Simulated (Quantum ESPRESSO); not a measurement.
# Kohn-Sham gap of the random alloy GaP0.40Sb0.60 with LDA, PBE and PBE+D3(BJ) in Quantum ESPRESSO

We calculate the lowest Kohn-Sham gap of a 16-atom cell standing for the random alloy GaP$_{0.40}$Sb$_{0.60}$, and ask how far it depends on the functional, the plane-wave cutoffs and the k-mesh. Alloys of this family are of interest for infrared emitters and detectors, where a shift of a tenth of an eV changes the working wavelength considerably. The gap runs from the highest filled to the lowest empty level on the mesh, each row at its own relaxed cell. Differences are taken against PBE at 40/200 Ry with the 4×4×2 mesh, which gives 0.0367 eV at $a$ = 5.9376 Å. The cell holds 3 P on 8 anion sites, a fraction of 0.375. A measured gap is not compared here.

## Computational details

The cell: 1x1x2 conventional cells of the GaSb type (16 atoms: 3 P, 8 Ga, 5 Sb); Sb/P share their sites, the best of 600 random draws by like-pair counts in two shells; start lattice by linear mixing of the end members' cells; atoms moved at random by 0.02 Å. Each row takes its levels at the cell given in the lattice columns, relaxed with its own functional and cutoffs on a 3×3×2 k-mesh (2×2×1 in the row with that mesh); rows named "from the PBE cell" start their relaxation there. Program: Quantum ESPRESSO 7.5; GBRV 1.5 ultrasoft pseudopotentials; no spin polarisation, no spin-orbit coupling unless named. The same in all rows: atoms in the cell: 16.0000; composition of the cell: Ga8Sb5P3.

Notes on method and selection:

- A finite supercell with one arrangement stands for the random alloy; its composition is rounded to whole atoms.
- The lattice is static: no zero-point motion and no thermal expansion, which in most solids lengthen room-temperature lattice constants by a few tenths of a per cent.
- Runs that didn't converge or were made unsound on purpose aren't shown.
- Semilocal gaps usually lie under measured ones; optical edges also hold excitons, phonon shifts and band filling, which the runs lack.
- The zone folds in a supercell, so the lowest gap doesn't tell direct from indirect, and edges off the mesh are missed.
- Rows that restart from another level's relaxed cell stop once the stress is under the tolerance, so small changes are hidden.
- Runs that did not converge, have known faults or may not be shown are not listed, and runs on Ansatz's PAW sets soft_1 and soft_2 are kept to separate tables.

Columns:

- a (Å): lattice constant a of the mean conventional cell at which the levels were taken.
- k-mesh: k-point mesh.
- gap (eV): lowest gap between filled and empty Kohn-Sham levels on the k-mesh of the supercell.

## Numbers

| member | a (Å) | k-mesh | gap (eV) |
| --- | --- | --- | --- |
| PBE+D3(BJ), GBRV ultrasoft potentials, cutoffs 40/200 Ry, from the PBE cell, 16 atoms, 4×4×2 | 5.8595 | 4×4×2 | 0.2418 |
| LDA, GBRV ultrasoft potentials, cutoffs 40/200 Ry, 16 atoms, 4×4×2 | 5.7909 | 4×4×2 | 0.2417 |
| PBE, GBRV ultrasoft potentials, cutoffs 40/200 Ry, from the PBE cell, 16 atoms, 2×2×1 | 5.9230 | 2×2×1 | 0.0445 |
| PBE, GBRV ultrasoft potentials, cutoffs 40/200 Ry, 16 atoms, 4×4×2 | 5.9376 | 4×4×2 | 0.0367 |
| PBE, GBRV ultrasoft potentials, cutoffs 52/260 Ry, from the PBE cell, 16 atoms, 4×4×2 | 5.9421 | 4×4×2 | 0.0276 |
| PBE, GBRV ultrasoft potentials, cutoffs 24/120 Ry, from the PBE cell, 16 atoms, 4×4×2 | 5.4059 | 4×4×2 | 0.0000 |

## Interpretation

At 40/200 Ry and 4×4×2, the choice of functional moves the gap by about 0.2 eV. PBE gives 0.0367 eV, while PBE+D3(BJ) gives 0.2418 eV and LDA 0.2417 eV. All rows use Fermi–Dirac occupations. With a gap as small as that of PBE, such smearing can leave levels on both sides partly filled, and the table doesn't show how far this shifts them.

The step from PBE to PBE+D3(BJ) is an effect of geometry. The dispersion term adds energy, forces and stress but leaves the Kohn-Sham potential unchanged, so it can alter the levels only through the cell and the atomic positions. It shortens $a$ by 5.9376 − 5.8595 = 0.0781 Å and opens the gap by 0.2418 − 0.0367 = 0.2051 eV. The mean slope between the two cells is −0.2051 / 0.0781 = −2.63 eV/Å.

The sign is the usual one for a direct gap in a III–V semiconductor. The conduction edge at the zone centre is an antibonding s-like state, which rises against the p-like valence top when the bonds shorten. Per unit of $\ln V$ the slope is $(a/3)\,\mathrm{d}E_g/\mathrm{d}a$, which at the mean of the two cells, (5.8595 + 5.9376) / 2 = 5.90 Å, gives −2.63 × 5.90 / 3 = −5.2 eV. Direct gaps of this class typically show roughly −8 eV. The smaller size may mean that the s-like level has already sunk among the p-like levels in the PBE cell, or that a folded edge from elsewhere in the zone sets the gap in the shorter cell. Either would bend the curve between the two cells, so −2.63 eV/Å is an average, and the slope at a given cell may differ from it.

LDA binds more tightly still, with $a$ = 5.7909 Å, yet its gap equals that of PBE+D3(BJ) to 0.0001 eV. This agreement is most likely a coincidence. The LDA cell is shorter by 5.8595 − 5.7909 = 0.0686 Å, which, if the slope above still held in this shorter cell, would open the gap by a further 2.63 × 0.0686 = 0.18 eV. No such opening is seen, so either something offsets it or the slope is different there. One candidate is the functional itself, since LDA tends to give smaller direct gaps than PBE at equal lattice constant in Ga compounds. Another is an indirect edge that limits the gap under compression.

## Outliers

The row at 24/120 Ry lies farthest off. Its lattice constant is 5.4059 Å, so its volume is only (5.4059 / 5.9376)³ = 0.75 of the PBE volume at 40/200 Ry. The basis is too small for these potentials, and the false stress that comes with it has shrunk the cell. A large stress remains, so this is not an equilibrium structure. Filled and empty levels overlap there, and the zero gap describes a metallic state made by the numerical setting, not a property of the alloy.

The 2×2×1 row looks harmless, with a gap only 0.0445 − 0.0367 = 0.0078 eV above the reference, but this closeness doesn't show that the mesh suffices. Relaxed on the sparse mesh, the cell came out strongly compressed along the doubled axis and stretched across it, which the mean lattice constant hides. That constant is shorter by 5.9376 − 5.9230 = 0.0146 Å, which at the mean slope would open the gap by 2.63 × 0.0146 = 0.038 eV. The distortion works the other way, since it splits the valence top, and in a III–V semiconductor a strain this strong would usually be more than enough to close so small a gap. The two effects together therefore don't explain the 0.0445 eV. This gap may lie between levels whose order has changed, and the levels were also taken on the sparser mesh; the table can't tell which matters.

## Using the table

**How closely must the lattice constant be known to fix the gap within 0.02 eV?**
On average between the PBE and PBE+D3(BJ) cells the gap changes by 2.63 eV per Å, which would permit an error of 0.02 / 2.63 = 0.008 Å, or about 0.13 % of $a$. Where the gap changes more steeply, as is typical of direct gaps, less is permitted, so this is a rough guide and not a safe limit. The two cells differ by 0.0781 Å, ten times as much, so the choice of cell has to be settled before finer questions about the gap.

**Are cutoffs of 40/200 Ry sufficient?**
Going to 52/260 Ry lowers the PBE gap by 0.0367 − 0.0276 = 0.0091 eV. The cell grows by 5.9421 − 5.9376 = 0.0045 Å, which at the mean slope would lower the gap by 2.63 × 0.0045 = 0.012 eV. The size fits, but this cell lies outside the two that give the slope, and the levels may be changing order near there, so it stays open whether the cell or the basis causes the shift. For the step from PBE to PBE+D3(BJ) 40/200 Ry will do, because the shift is only 0.0091 / 0.2051 = 0.04 of that step; for LDA the table holds no such test. For the PBE gap itself the shift is 0.0091 / 0.0367 = 0.25 of the value, which is not negligible.

**What would thermal expansion do to the PBE+D3(BJ) gap?**
Taking a rough expansion of 0.3 %, $a$ grows by 0.003 × 5.8595 = 0.018 Å. At the mean slope the gap falls by 2.63 × 0.018 = 0.05 eV, to about 0.2418 − 0.05 = 0.19 eV. With the steeper slope typical of direct gaps it would fall further, and if a folded edge sets the gap in this cell, the fall may be smaller. The estimate counts only the longer bonds; the direct action of lattice vibrations on the levels usually lowers the gap further.

## What to take away

For this one arrangement of atoms, the gap depends mainly on the functional and on the cell that it produces. With PBE, raising the cutoffs above 40/200 Ry matters far less, whereas 24/120 Ry is unusable. The effect of the k-mesh alone stays open, because the row with the sparser mesh also has a distorted cell. The slope of −2.63 eV/Å is an average between two cells, at 5.8595 and 5.9376 Å. Since the gap probably doesn't change evenly between them, it gives the rough size of a shift and can't explain differences of a few hundredths of an eV. The PBE gaps are themselves that small, and the smeared occupations add to their uncertainty.

Two large omissions act in opposite directions. Semilocal functionals usually place gaps too low, so a hybrid functional or a quasiparticle method would raise the values. Spin-orbit coupling, strong in antimonides, would lift the valence top and lower them, by roughly one or two tenths of an eV; that is enough to close the small PBE gap. Other arrangements of P and Sb would also spread the values, so 0.24 eV should not be read as a prediction for the real alloy, even though LDA and PBE+D3(BJ) agree on it.
